**A two-line rule for the ionisation energies of terbium ions**

The table compares ionisation energies of six Tb ions with NIST values, for exchange-only LDA, RPBE, r2SCAN and Hartree–Fock in a scalar-relativistic, spin-polarised atomic calculation. The program tests a rule in which the ionisation energy rises by a fixed 17.5 eV per unit of charge, with one constant for 4f and one for 5p electrons. The constants come from Tb2+, Tb3+ and Tb7+. The reference values for Tb5+ and Tb6+ then fit the removal of 5p electrons to within 0.5 eV, well inside their uncertainties of 4 and 5 eV. For the configurations actually listed, the rule follows the computed values to within about 7 eV and misses the reference values by 15 to 17%. The errors of these two rows largely cancel in their sum, where 4 to 6% remains.

Tb ions, B-spline radial atomic code, version 1: all-electron spin-free one-electron X2C, Fermi nucleus, radial basis limit, spherical atoms at highest spin (fractional occupations for the functionals). Ionisation energies (IE) are total-energy differences between the ground configurations NIST lists; * marks a further rearrangement. The last column estimates spin-orbit coupling (low j is l − 1/2).

## Program and output

```python
# Table: ionisation energies of Tb ions (NIST) and % errors of Delta-SCF values from a B-spline atomic code,
# spin-free X2C, spin-polarised: LDA exchange-only, RPBE, r2SCAN, Hartree-Fock. Tested: hand rule
# IE = U*q + b(shell), a hydrogenic rival, a fit with literal labels, bookkeeping of the rearranged step.
T = {
    'ion': ['Tb+', 'Tb2+', 'Tb3+', 'Tb5+', 'Tb6+', 'Tb7+'],
    'Z': [65, 65, 65, 65, 65, 65],
    'charge': [1, 2, 3, 5, 6, 7],  # e
    'N': [64, 63, 62, 60, 59, 58],
    'configuration': ['[Xe] 4f9 6s1', '[Xe] 4f9', '[Xe] 4f8', '[Kr] 4d10 4f7 5s2 5p5', '[Kr] 4d10 4f8 5s2 5p3', '[Kr] 4d10 4f7 5s2 5p3'],
    'removed': ['6s', '4f', '4f', '5p*', '4f', '5p'],
    'tab': [11.513, 21.82, 39.33, 90.0, 108.0, 125.0],  # eV
    'tab_kind': ['semi-empirical', 'semi-empirical', 'semi-empirical', 'theory', 'theory', 'theory'],
    'unc': [0.02, 0.03, 0.04, 4.0, 5.0, 6.0],  # eV
    'err_LDA_exchange_only': [-1.82, -2.76, -0.52, 10.6, -18.51, -1.04],  # %
    'err_RPBE': [1.5, 3.78, 3.45, 11.84, -16.9, -0.28],  # %
    'err_r2SCAN': [0.23, -1.46, 0.14, 13.46, -18.25, 0.6],  # %
    'err_Hartree_Fock': [-7.08, -22.98, -10.24, 13.42, -21.43, -0.46],  # %
    'j_filling': [0.0, -1.37, -1.68, -2.22, -2.32, -2.38],  # eV
}
import numpy as np
from scipy.constants import physical_constants as pc
Ry = pc['Rydberg constant times hc in eV'][0]; Ha = pc['Hartree energy in eV'][0]
q = [int(x) for x in T['charge']]
D = lambda k: dict(zip(q, map(float, T[k])))
tab, unc, jf = D('tab'), D('unc'), D('j_filling')
M = ['LDA_exchange_only', 'RPBE', 'r2SCAN', 'Hartree_Fock']; S = ['LDAx', 'RPBE', 'r2SCAN', 'HF']
IE = {s: {c: tab[c]*(1 + e/100) for c, e in D('err_'+m).items()} for s, m in zip(S, M)}
row = lambda f, p='+7.2f': ' '.join(format(f(s), p) for s in S)
print('rounding floor: computed IE <= %.3f eV; theory table rows 0.5 eV' % (5e-5*max(tab.values())))
print('q table unc | IE LDAx RPBE r2SCAN HF | error, same order | j column (all eV)')
for c in q:
    print(c, '%6.2f %4.2f |' % (tab[c], unc[c]), row(lambda s: IE[s][c], '7.2f'), '|', row(lambda s: IE[s][c]-tab[c]), '| %+.2f' % jf[c])
U = tab[3]-tab[2]; bf = tab[3]-3*U; bp = tab[7]-7*U
print('anchors q=2,3 (4f), 7 (5p): U=%.2f b4f=%.2f b5p=%.2f eV; hand rule 17.5q-13, 17.5q+2.5' % (U, bf, bp))
f4 = lambda c: 17.5*c-13.0
p5 = lambda c: 17.5*c+2.5
for c, f, n in [(2, f4, '4f'), (3, f4, '4f'), (5, p5, '5p'), (6, p5, '5p'), (7, p5, '5p'), (6, f4, '4f'), (1, f4, '4f; row is 6s, not fitted')]:
    print(' q=%d line %s: %.1f eV, less table %+.2f eV (%+.1f%%)' % (c, n, f(c), f(c)-tab[c], 100*(f(c)/tab[c]-1)))
k = np.sqrt(tab[3]/Ry)-np.sqrt(tab[2]/Ry)
hy = lambda c: Ry*(np.sqrt(tab[7]/Ry)+k*(c-7))**2
print('hydrogenic, same anchors: d sqrt(IE/Ry)/dq=%.3f; less table q=5 %+.1f, q=6 %+.1f eV' % (k, hy(5)-tab[5], hy(6)-tab[6]))
cs = [2, 3, 5, 6, 7]; y = np.array([tab[c] for c in cs])
for n, fs in [('q=6 as 5p', (2, 3)), ('q=6 as 4f', (2, 3, 6))]:
    A = np.array([[c, c in fs, c not in fs] for c in cs], float)
    x = np.linalg.lstsq(A, y, rcond=None)[0]
    print('3-constant fit, %s: U=%.2f eV, residuals q=2,3,5,6,7 (eV):' % (n, x[0]), np.round(A@x-y, 2))
r5 = p5(5)+p5(6)-f4(6)
print('rule for listed steps: q=5 %.1f eV (%+.1f%% of table), q=6 %.1f eV (%+.1f%%)' % (r5, 100*(r5/tab[5]-1), f4(6), 100*(f4(6)/tab[6]-1)))
print(' rule less computed, q=5 (eV):', row(lambda s: r5-IE[s][5]), '| q=6:', row(lambda s: f4(6)-IE[s][6]))
ts = tab[5]+tab[6]; sm = lambda s: IE[s][5]+IE[s][6]
print('sum q=5+6: table %.0f +- %.1f eV; computed' % (ts, np.hypot(unc[5], unc[6])), row(sm, '7.2f'))
print(' sum error eV:', row(lambda s: sm(s)-ts), '| %:', row(lambda s: 100*(sm(s)/ts-1)), '| j sum %+.2f eV' % (jf[5]+jf[6]))
print('4f step q=2->3 (eV):', row(lambda s: IE[s][3]-IE[s][2]), '| per charge q=3->6:', row(lambda s: (IE[s][6]-IE[s][3])/3))
print('RPBE-LDAx by row (eV):', {c: round(IE['RPBE'][c]-IE['LDAx'][c], 2) for c in q}, 'half of 5+6: %.2f' % ((sm('RPBE')-sm('LDAx'))/2))
print('HF-r2SCAN by row (eV):', {c: round(IE['HF'][c]-IE['r2SCAN'][c], 2) for c in q}, 'half of 5+6: %.2f' % ((sm('HF')-sm('r2SCAN'))/2))
print('error with j column added, r2SCAN (eV):', {c: round(IE['r2SCAN'][c]+jf[c]-tab[c], 2) for c in q})
# typed from further outputs of the same runs: minus level energies (eV), LDAx IE of Tb4+, Slater integrals, radii
L4f = {1: 5.79336, 2: 13.22682, 3: 29.72782}; R4f = {2: 14.56322, 3: 31.23082}
L5p = {4: 65.30706, 5: 79.40518}; L4fup = {4: 55.16563, 5: 71.91895}; IE4 = 72.32553
F0ff, F0fs, F2, F4, F6, r6s = 27.7907, 8.461925, 12.61384, 7.808795, 5.589594, 3.749326  # Tb+, RPBE
F0pp, F0fp, r5p, e5up, e5dn = 17.0441, 20.50896, 1.43529, -3.06096, -2.918086  # Tb5+, LDAx
print('mean of two levels vs IE (eV): 4f q=2 LDAx %.2f/%.2f, RPBE %.2f/%.2f; 5p q=4 LDAx %.2f/%.2f' % ((L4f[2]+L4f[3])/2, IE['LDAx'][2], (R4f[2]+R4f[3])/2, IE['RPBE'][2], (L5p[4]+L5p[5])/2, IE4))
Up = L5p[5]-L5p[4]; a = L5p[5]+Up/2; b = sm('LDAx')-a
print('5p line at q=4 (no table row): %.1f eV vs LDAx run %.2f eV' % (p5(4), IE4))
print('LDAx estimate via 4f7 5p4: steps %.1f, %.1f eV (%+.1f%%, %+.1f%% of table); 4f8 5p3 higher by %.1f eV' % (a, b, 100*(a/tab[5]-1), 100*(b/tab[6]-1), IE['LDAx'][5]-a))
print(' then q=6->7 step %.1f eV; 5p up/down splitting in Tb5+ %.1f eV' % (IE['LDAx'][7]-b, (e5dn-e5up)*Ha))
print('LDAx level shift/bare F0 (eV): 4f by 4f %.1f/%.1f=%.2f; 5p by 5p %.1f/%.1f=%.2f' % (L4f[3]-L4f[2], F0ff, (L4f[3]-L4f[2])/F0ff, Up, F0pp, Up/F0pp))
print(' 4f by 5p %.1f/%.1f=%.2f; 4f by 6s %.1f/%.1f=%.2f' % (L4fup[5]-L4fup[4], F0fp, (L4fup[5]-L4fup[4])/F0fp, L4f[2]-L4f[1], F0fs, (L4f[2]-L4f[1])/F0fs))
print(' e^2/<r>: 5p %.1f eV, 6s %.1f eV; top level above minority 5p by %.1f (q=4), %.1f (q=5) eV' % (Ha/r5p, Ha/r6s, L5p[4]-L4fup[4], L5p[5]-L4fup[5]))
dH = 15*F2/225 + 18*F4/1089 - 273*25*F6/184041  # H term below the mean of the f2 triplets
print('6H below sextet mean %.2f eV; HF error q=2 %.2f -> %.2f, q=3 %.2f eV; U without it %.2f eV' % (dH, IE['HF'][2]-tab[2], IE['HF'][2]+dH-tab[2], IE['HF'][3]-tab[3], U+dH))
z = 0.2  # rough recalled 4f spin-orbit constant, eV; level J=L+S lies z*L/2 below the term
print('LS spin-orbit shift of IE, rough: q=2 %+.1f, q=3 %+.1f eV; j column %+.2f, %+.2f eV' % (z*(5-3)/2, z*3/2, jf[2], jf[3]))
assert all(IE[s][6] < IE[s][5] for s in S) and tab[6] > tab[5]
assert all(abs(p5(c)-tab[c]) < unc[c] for c in (5, 6, 7)) and tab[6]-f4(6) > 2*unc[6]
assert all(abs(sm(s)/ts-1) < min(abs(IE[s][c]/tab[c]-1) for c in (5, 6)) for s in S)
assert all(IE['HF'][c] < min(tab[c], IE['LDAx'][c], IE['RPBE'][c], IE['r2SCAN'][c]) for c in (1, 2, 3))
```

Output:

```
rounding floor: computed IE <= 0.006 eV; theory table rows 0.5 eV
q table unc | IE LDAx RPBE r2SCAN HF | error, same order | j column (all eV)
1  11.51 0.02 |   11.30   11.69   11.54   10.70 |   -0.21   +0.17   +0.03   -0.82 | +0.00
2  21.82 0.03 |   21.22   22.64   21.50   16.81 |   -0.60   +0.82   -0.32   -5.01 | -1.37
3  39.33 0.04 |   39.13   40.69   39.39   35.30 |   -0.20   +1.36   +0.06   -4.03 | -1.68
5  90.00 4.00 |   99.54  100.66  102.11  102.08 |   +9.54  +10.66  +12.11  +12.08 | -2.22
6 108.00 5.00 |   88.01   89.75   88.29   84.86 |  -19.99  -18.25  -19.71  -23.14 | -2.32
7 125.00 6.00 |  123.70  124.65  125.75  124.42 |   -1.30   -0.35   +0.75   -0.58 | -2.38
anchors q=2,3 (4f), 7 (5p): U=17.51 b4f=-13.20 b5p=2.43 eV; hand rule 17.5q-13, 17.5q+2.5
 q=2 line 4f: 22.0 eV, less table +0.18 eV (+0.8%)
 q=3 line 4f: 39.5 eV, less table +0.17 eV (+0.4%)
 q=5 line 5p: 90.0 eV, less table +0.00 eV (+0.0%)
 q=6 line 5p: 107.5 eV, less table -0.50 eV (-0.5%)
 q=7 line 5p: 125.0 eV, less table +0.00 eV (+0.0%)
 q=6 line 4f: 92.0 eV, less table -16.00 eV (-14.8%)
 q=1 line 4f; row is 6s, not fitted: 4.5 eV, less table -7.01 eV (-60.9%)
hydrogenic, same anchors: d sqrt(IE/Ry)/dq=0.434; less table q=5 -26.3, q=6 -16.2 eV
3-constant fit, q=6 as 5p: U=17.50 eV, residuals q=2,3,5,6,7 (eV): [ 0.   -0.    0.16 -0.33  0.17]
3-constant fit, q=6 as 4f: U=21.04 eV, residuals q=2,3,5,6,7 (eV): [-0.5   3.03 -3.54 -2.53  3.54]
rule for listed steps: q=5 105.5 eV (+17.2% of table), q=6 92.0 eV (-14.8%)
 rule less computed, q=5 (eV):   +5.96   +4.84   +3.39   +3.42 | q=6:   +3.99   +2.25   +3.71   +7.14
sum q=5+6: table 198 +- 6.4 eV; computed  187.55  190.40  190.40  186.93
 sum error eV:  -10.45   -7.60   -7.60  -11.07 | %:   -5.28   -3.84   -3.84   -5.59 | j sum -4.54 eV
4f step q=2->3 (eV):  +17.91  +18.04  +17.88  +18.50 | per charge q=3->6:  +16.29  +16.35  +16.30  +16.52
RPBE-LDAx by row (eV): {1: 0.38, 2: 1.43, 3: 1.56, 5: 1.12, 6: 1.74, 7: 0.95} half of 5+6: 1.43
HF-r2SCAN by row (eV): {1: -0.84, 2: -4.7, 3: -4.08, 5: -0.04, 6: -3.43, 7: -1.33} half of 5+6: -1.74
error with j column added, r2SCAN (eV): {1: 0.03, 2: -1.69, 3: -1.62, 5: 9.89, 6: -22.03, 7: -1.63}
mean of two levels vs IE (eV): 4f q=2 LDAx 21.48/21.22, RPBE 22.90/22.64; 5p q=4 LDAx 72.36/72.33
5p line at q=4 (no table row): 72.5 eV vs LDAx run 72.33 eV
LDAx estimate via 4f7 5p4: steps 86.5, 101.1 eV (-3.9%, -6.4% of table); 4f8 5p3 higher by 13.1 eV
 then q=6->7 step 22.6 eV; 5p up/down splitting in Tb5+ 3.9 eV
LDAx level shift/bare F0 (eV): 4f by 4f 16.5/27.8=0.59; 5p by 5p 14.1/17.0=0.83
 4f by 5p 16.8/20.5=0.82; 4f by 6s 7.4/8.5=0.88
 e^2/<r>: 5p 19.0 eV, 6s 7.3 eV; top level above minority 5p by 10.1 (q=4), 7.5 (q=5) eV
6H below sextet mean 0.76 eV; HF error q=2 -5.01 -> -4.25, q=3 -4.03 eV; U without it 18.27 eV
LS spin-orbit shift of IE, rough: q=2 +0.2, q=3 +0.3 eV; j column -1.37, -1.68 eV
```
